Aluminium nitride resists being stretched along one axis about three times as strongly as it resists being sheared. The reason is that such a stretch, with the sides held, changes the volume as well as the shape, while a shear changes only the shape. Much of the finer order comes from the Al and N atoms, which can slide against each other inside a strained cell. That sliding softens every change of shape but leaves the resistance to a change of volume almost untouched.

Elastic constants of wurtzite AlN, computed with ABINIT 10.8.3 by density functional theory in the LDA, with PseudoDojo NC SR LDA v0.4.1 standard pseudopotentials, a plane-wave cutoff of 1142.88 eV and an 8 × 8 × 4 k-point mesh. The cell was relaxed beforehand, and the computed constants include the relaxation of the atoms under strain.

```csv
row,computed constant (GPa),what it is,measured constant (GPa),"label in the paper, method, sample",source
1,110,C13,n/a,n/a,n/a
2,118,C44,n/a,n/a,n/a
3,n/a,n/a,118,C44; earlier measurements on AlN films; film,arXiv:2402.12196 (2024)
4,n/a,n/a,120,C13; earlier measurements on AlN films; film,arXiv:2402.12196 (2024)
5,n/a,n/a,125,C12; earlier measurements on AlN films; film,arXiv:2402.12196 (2024)
6,129,C66,n/a,n/a,n/a
7,142,C12,n/a,n/a,n/a
8,n/a,n/a,207.9,"bulk modulus, reported experimental value; not stated; bulk crystal",arXiv:1112.6088 (2011)
9,210.5,bulk modulus (Hill),n/a,n/a,n/a
10,375,C33,n/a,n/a,n/a
11,n/a,n/a,395,C33; earlier measurements on AlN films; film,arXiv:2402.12196 (2024)
12,400,C11,n/a,n/a,n/a
```

Wurtzite AlN has one special direction, the polar axis c, and a basal plane perpendicular to it. C33 and C11 measure the stress needed to stretch the crystal along c and along a direction in the plane, with its sides held fixed. C12 and C13 measure the sideways stress that such a stretch causes, within the plane and between plane and axis. C44 is the resistance to a shear that tilts c, and C66 the resistance to a shear within the plane. Symmetry makes C66 half the difference of C11 and C12, so it is no independent result.

The computed constants fall into two groups, 110 to 142 GPa and 375 to 400 GPa, with the bulk modulus between them. An isotropic solid shows why. Stretching it along one axis with the sides held changes both volume and shape, so the stiffness is the bulk modulus plus four thirds of the shear modulus. The sideways stress is the bulk modulus less two thirds of the shear modulus, because a material that yields easily in shape passes more of the load sideways.

The estimate for AlN takes the bulk modulus as 211 GPa and the shear modulus as the mean of C44 and C66, (118 + 129)/2 ≈ 124 GPa. The stretching constants should then lie near 211 + 4/3 × 124 ≈ 376 GPa and the sideways ones near 211 − 2/3 × 124 ≈ 128 GPa. This gives both groups, although it takes its input from the same table and so tests only whether the constants hang together. It can't separate C11 from C33 or C12 from C13, since an isotropic solid has no special axis.

How much the sliding matters is seen when the atoms are forbidden to slide. The same calculation also gives constants for atoms that simply follow the strain of the cell. With the atoms held in this way, C33 is 475 GPa; letting them settle lowers it by 100 GPa. C11, C44 and C66 fall as well, while C12 and C13 rise by about 37 and 45 GPa.

The fall is a matter of principle: atoms move only if this lowers the energy, so a crystal free to adjust can't be stiffer against a given strain than one that is not. That C12 and C13 taken together rise follows from what happens under uniform compression. Each atom sits in a nearly regular tetrahedron of four neighbours. If all four bonds shorten alike, their forces on the central atom cancel and it has hardly any reason to move.

The resistance to uniform strain should therefore be nearly the same with and without sliding. It is the average (2C11 + C33 + 2C12 + 4C13)/9. For the settled atoms this gives (800 + 375 + 284 + 440)/9 = 211 GPa, and for the held atoms (957 + 475 + 209 + 258)/9 = 211 GPa. Within this average, the sideways constants must gain almost exactly what the stretching constants lose. The average doesn't say how the gain is shared, but symmetry separates two motions. Sliding along c raises C13, yet it lowers C11 and C12 alike; since C11 falls by 79 GPa in all, this part is (79 − 37)/2 = 21 GPa. Motion within the plane, opposite in neighbouring layers, lowers C11 and raises C12 by as much as C66 falls, 58 GPa. C12 rises because the second motion outweighs the first.

This exchange also explains why the four lowest constants lie so close together. With the atoms held, C13 is only about half of C44, and C12 only a little more than half of C66. Sliding lifts the first of each pair and lowers the second until they nearly meet, and C12 even ends above C66. Such near-equality could be taken for the mark of forces that act only along the lines between atoms. Here that reading fails, because the rule for such forces applies to the held atoms, and they break it badly. Sliding doesn't decide everything, though. C12 lies above C13 and C66 above C44 even with the atoms held, as expected when three of the four bonds at each atom lie nearer to the plane than to the axis.

The order of the two highest constants comes mostly from the same motion. C33 lies 25 GPa below C11, but with the atoms held the two differ by only 4 GPa. Sliding softens the c direction more because one of the four bonds points straight along it. A stretch along c loads this bond fully and the three slanted ones very little, which leaves the atom strongly out of balance.

A model of four equal springs makes the argument quantitative. Under a stretch along c the slanted springs take a ninth of the strain each and pull back with a third of their force, so the net pull is 1 − 3 × 1/9 × 1/3 = 8/9 of the force in the upright spring. A stretch in the plane gives a pull of 4/9 along c and √32/9 within the plane. Four such springs resist a shift of the atom equally in every direction, so the energy released goes as the square of the pull. C11 should then soften by (16 + 32)/64 = 3/4 as much as C33; the calculation gives about 0.8. The match is partly a cancellation. The part along c is 21/100 against the model's 1/4, and the part within the plane, which is the softening of C66, is 58/100 against 1/2.

For the shear that tilts c, the pull is only 4/9, and the model expects a softening of 16/64 = 1/4 of that in C33. The calculation gives 0.16. The springs thus rank the softenings correctly but exaggerate that of C44. They leave out the stiffness of the bond angles and the long-range forces between charges, and the calculation doesn't show how much each of these matters. Nor do springs on a regular tetrahedron give the final order. With the atoms held, they should make C33 a sixth larger than C11, and sliding would then only bring the two level. The real cell is slightly flattened, with c/a = 1.60, about 2% below the value for regular tetrahedra. This is expected to strengthen the softening along c and so to push C33 below C11, but hardly to remove the excess of C33 for held atoms. That the two start out nearly equal in the calculation must come from what the model leaves out, whether other forces or bonds of unequal stiffness.

The rough picture of volume and shape carries over to other crystals. In diamond, bond angles are very stiff, so the shear constants are large and the sideways constants fall far below them. In a soft metal such as lead, shear is easy, and the sideways constants come close to the stretching ones.

The measured values have to be paired with the computed ones by name, since neighbours in the table are often different constants. The bulk modulus agrees to about 1% of the measured value. This is a weak test of the calculation, because holding the atoms fixed would give practically the same bulk modulus and yet a C33 that is 100 GPa higher. Only the individual constants show whether the response to a change of shape is right.

There the agreement is uneven. Relative to the film values, the computed C12 is 17 GPa too high, C13 is 10 GPa too low and C33 is 20 GPa too low, while C44 coincides. The local density approximation is known to make lattices slightly too small, which by itself would tend to stiffen the crystal, so it doesn't account for this mixture of signs. The quality of the films may matter as much as the functional, but the table can't decide this, as it holds no single-crystal values of these constants. The exact match in C44 is no measure of accuracy either, since the other constants from the same source are missed by 10 to 20 GPa.

For C33 the electrical condition matters too. When the sublattices slide along c, they carry charge, and this makes AlN piezoelectric. The computed constants hold for a fixed electric field, as between short-circuited electrodes. If no charge can flow, a field builds up that opposes the sliding and restores part of the lost stiffness. The gain is the square of the piezoelectric constant, 1.70 C/m², divided by the permittivity along c, and comes to 35 GPa.

C33 then becomes about 410 GPa, now above the film value instead of below it. The same correction lowers C13 to about 96 GPa, further from the film. The table doesn't say for which electrical condition the film values hold, but a change of condition can't remove both discrepancies. In thin-film resonators that vibrate through their thickness along c, it is the stiffened C33 that sets the speed of sound. With the computed piezoelectric constant and permittivity, which no measured value here tests, the stiffening raises the resonance of a bare plate with open electrodes by nearly 5% over what the tabulated 375 GPa gives. With the electrodes short-circuited the resonance lies lower, and the correction is smaller.

The output below lists most of the differences and ratios used here; no constants were fitted.

The analysis program printed:

```
C33 over C12, lowest of the high pair over highest of the low group: 2.641
change of C11 by internal relaxation, GPa: -78.53
change of C33 by internal relaxation, GPa: -99.83
change of C12 by internal relaxation, GPa: 37.46
change of C13 by internal relaxation, GPa: 45.51
change of C44 by internal relaxation, GPa: -15.88
change of C66 by internal relaxation, GPa: -58
C11 minus C33, ions relaxed, GPa: 25
C11 minus C33, ions clamped, GPa: 3.699
Voigt bulk modulus, ions relaxed, GPa: 211
Voigt bulk modulus, ions clamped, GPa: 211
C13 over C44, ions relaxed: 0.9322
C13 over C44, ions clamped: 0.4817
C12 over C66, ions relaxed: 1.101
C12 over C66, ions clamped: 0.559
computed minus film C12, GPa: 17
computed minus film C13, GPa: -10
computed minus film C33, GPa: -20
computed minus film C44, GPa: 0
computed over measured bulk modulus, excess in percent: 1.251
C33 at fixed electric displacement, estimate, GPa: 409.9
C13 at fixed electric displacement, estimate, GPa: 95.78
rise of thickness-mode frequency by piezoelectric stiffening, percent: 4.553
```
